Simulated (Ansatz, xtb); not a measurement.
# Ligand exchange: CHBrF2 + KOH → CH2F2O + KBr

Gas-phase species: CHBrF2 (bromodifluoromethane) `FC(F)Br`, singlet; KOH `[OH][K]`, singlet; CH2F2O `OC(F)F`, singlet; KBr, singlet. The partners trade Br for OH: C–Br and K–OH bonds give way to C–OH and K–Br.

Shapes, held fixed at every level: PBE0-D4/def2-TZVP. Flexible molecules stand in one conformer, not always the lowest. Programs: Ansatz 0.2.0, xtb 6.7.1. The zero-point and thermal change to 298 K, harmonic and unscaled (PBE0-D4/def2-TZVP), is +7.8 kJ/mol.

Problem. Estimate ΔH(298 K) of this reaction.

Solution. The highest level, CCSD(T)/def2-TZVPP, gives ΔH(298 K) = -220.6 kJ/mol; the levels span -277.4 to -113.1. GFN0-xTB strays far from the other rows. The column of differences is taken from that level and isn't an error. No measured value is set beside it here. Relativity is left out for Br. Outer-core shells of Br, K are correlated, in sets that cover them unevenly. Sets without diffuse functions underbind ionic bonds of s-block metals.

```tsv
level	kind	ΔH(298 K) (kJ/mol)	less CCSD(T)/def2-TZVPP
GFN0-xTB	semi-empirical	-113.1	+107.5
HF/def2-TZVPP	Hartree–Fock	-277.4	-56.8
BHLYP-D4/def2-TZVPP	global hybrid	-236.0	-15.4
r2SCAN0-D4/def2-TZVPP	global hybrid	-231.2	-10.6
MP2/def2-SVP	perturbation theory	-259.0	-38.4
MP2/def2-TZVPP	perturbation theory	-212.8	+7.8
CCSD(T)/def2-SVP	coupled cluster or CI	-258.5	-37.9
CCSD/def2-TZVPP	coupled cluster or CI	-227.5	-6.9
CCSD(T)/def2-TZVPP	coupled cluster or CI	-220.6	0.0
```

The exchange is strongly exothermic at every level. Potassium is bound largely ionically on both sides, so the driving force lies mainly at carbon, where a weak C–Br bond gives way to a much stronger C–O bond. Donation from the oxygen lone pairs into the C–F antibonding orbitals, the anomeric effect, probably stabilises the difluoromethanol further.

The sign is secure, but the magnitude is less so. Going from the SVP to the TZVPP set makes the reaction markedly less exothermic with both MP2 and CCSD(T), probably because the small set describes the compact, charge-rich hydroxide in KOH worse than the bromide in KBr. The near-coincidence of MP2 and CCSD(T) in the smaller set, -259.0 and -258.5 kJ/mol, is therefore no sign of convergence, and a still larger basis could shift the best value again. Nor does the exothermicity make difluoromethanol the final product, since α-fluoro alcohols readily lose HF to form carbonyl compounds, here formyl fluoride.
